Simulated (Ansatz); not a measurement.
## GaGe: changing the functional

```cif
data_structure
_symmetry_space_group_name_H-M 'F-43m'
_symmetry_Int_Tables_number 216
_cell_length_a 5.7957
_cell_length_b 5.7957
_cell_length_c 5.7957
_cell_angle_alpha 90.000
_cell_angle_beta 90.000
_cell_angle_gamma 90.000
_cell_volume 194.68
loop_
_atom_site_label
_atom_site_type_symbol
_atom_site_symmetry_multiplicity
_atom_site_Wyckoff_symbol
_atom_site_fract_x
_atom_site_fract_y
_atom_site_fract_z
_atom_site_occupancy
Ge1 Ge 4 a 0.00000 0.00000 0.00000 1
Ga1 Ga 4 d 0.25000 0.25000 0.75000 1
```

The cell comes from a database or a generator and needn't be the stable form of this composition.

Kept alike: task band structure; k mesh 8 × 8 × 8; occupations fermi-dirac, width 0.05 eV; no spin polarisation. Program: Ansatz, Ansatz PAW. Cutoffs run from 420 to 500 eV. The mesh is that of the run's cell of 2 atoms. No spin-orbit coupling.

| run | pressure (GPa) |
| --- | --- |
| A | -2.16 |
| B | -4.11 |
| C | 0.23 |

Pressure is positive in compression, with a Pulay correction for the finite cutoff. For a metal such a mesh leaves the last digits unconverged. All rows use potentials made for PBE.

Q: The runs differ in the functional (and the cutoff that goes with it) alone: LDA; PBE; r2SCAN. Which run is which?

A: Run A is r2SCAN; run B is LDA; run C is PBE. The pressure runs from -4.11 (LDA) to 0.23 GPa (PBE). From PBE: LDA -4.34; r2SCAN -2.39.

At this fixed volume the GaGe cell is close to mechanical balance in PBE, whereas r2SCAN and, more strongly, LDA place it under tension. Both would therefore shrink the cubic cell on relaxation, and the equilibrium volumes should rise from LDA through r2SCAN to PBE. This is the familiar order for covalently bonded solids, probably because LDA favours the overlap density between atoms too strongly, while gradient corrections weaken that preference and r2SCAN adapts them to the local bonding character.

The near-zero PBE value suggests that the cell was originally relaxed with that functional or a similar one, so its small residual stress is no independent sign of PBE's accuracy. Ga and Ge together supply one electron fewer than is needed to fill the bonding states of a tetrahedral network, so a metallic, hole-containing valence band is expected here in place of a closed-shell semiconductor. Turning the pressure differences into differences in lattice constant would also require the compressibility in each functional.
